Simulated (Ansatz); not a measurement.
# Ligand exchange: SnH(CH3)3 + B(CH3)(OH)2 → SnH(CH3)2(OH) + B(CH3)2(OH)

Species: SnH(CH3)3, singlet; B(CH3)(OH)2 (methylboronic acid), singlet; SnH(CH3)2(OH), singlet; B(CH3)2(OH), singlet. The partners trade CH3 for OH: Sn–CH3 and B–OH bonds give way to Sn–OH and B–CH3.

Shapes, held fixed at every level: PBE0-D4/def2-TZVP. Flexible molecules stand in one conformer, not always the lowest. Programs: Ansatz 0.2.0. The zero-point and thermal change to 298 K, harmonic and unscaled (PBE0-D4/def2-TZVP), is -2.2 kJ/mol.

(1) Estimate ΔH(298 K) of this reaction.

## Answers

(1) The highest level, CCSD(T)/def2-TZVPP, gives ΔH(298 K) = +76.6 kJ/mol; the levels span +68.4 to +77.8. The column of differences is taken from that level and isn't an error. No measured value is set beside it here. For atoms past krypton def2 sets carry core potentials with scalar relativity. Outer-core shells of Sn are correlated in most correlated rows, in sets that cover them unevenly. Times are processor times on shared x86 and Arm servers, and rough.

| level | kind | ΔH(298 K) (kJ/mol) | less CCSD(T)/def2-TZVPP | CPU time (sum over the molecules) |
| --- | --- | --- | --- | --- |
| HF/def2-TZVPP | Hartree–Fock | +75.5 | -1.1 | – |
| PBE-D4/def2-TZVPP | GGA | +68.4 | -8.2 | 34 s |
| r2SCAN-D4/def2-TZVPP | meta-GGA | +69.5 | -7.1 | 56 s |
| r2SCAN0-D4/def2-TZVPP | global hybrid | +74.4 | -2.2 | 65 s |
| wB97M-V/def2-TZVPP | range-separated hybrid | +72.6 | -4.0 | 2.5 min |
| B2PLYP/def2-TZVPP | double hybrid | +71.7 | -4.9 | 79 s |
| MP2/def2-TZVPP | perturbation theory | +77.8 | +1.2 | – |
| CCSD(T)/def2-TZVPP | coupled cluster or CI | +76.6 | 0.0 | 37 min |

The exchange is strongly endothermic at every level, so in enthalpy hydroxide clearly prefers boron and methyl prefers tin. The thermal term of -2.2 kJ/mol is far too small to affect this. The main reason is probably the B–O bond, which combines a strongly polar σ bond with donation from an oxygen lone pair into the empty 2p orbital of boron. Methyl offers only weak hyperconjugation in its place, and four-coordinate tin has no comparably low-lying empty valence p orbital, so the polar Sn–O bond recovers only part of the loss. The oxygen left on boron can donate more strongly, which softens the penalty.

Hartree–Fock lies only 1.1 kJ/mol below CCSD(T), which suggests that correlation contributions largely cancel between the two sides. Exact exchange raises the value from r2SCAN to r2SCAN0, but B2PLYP breaks any simple ordering by its share. The overall enthalpy doesn't separate the B–O preference from the difference between the Sn–C and B–C bonds.
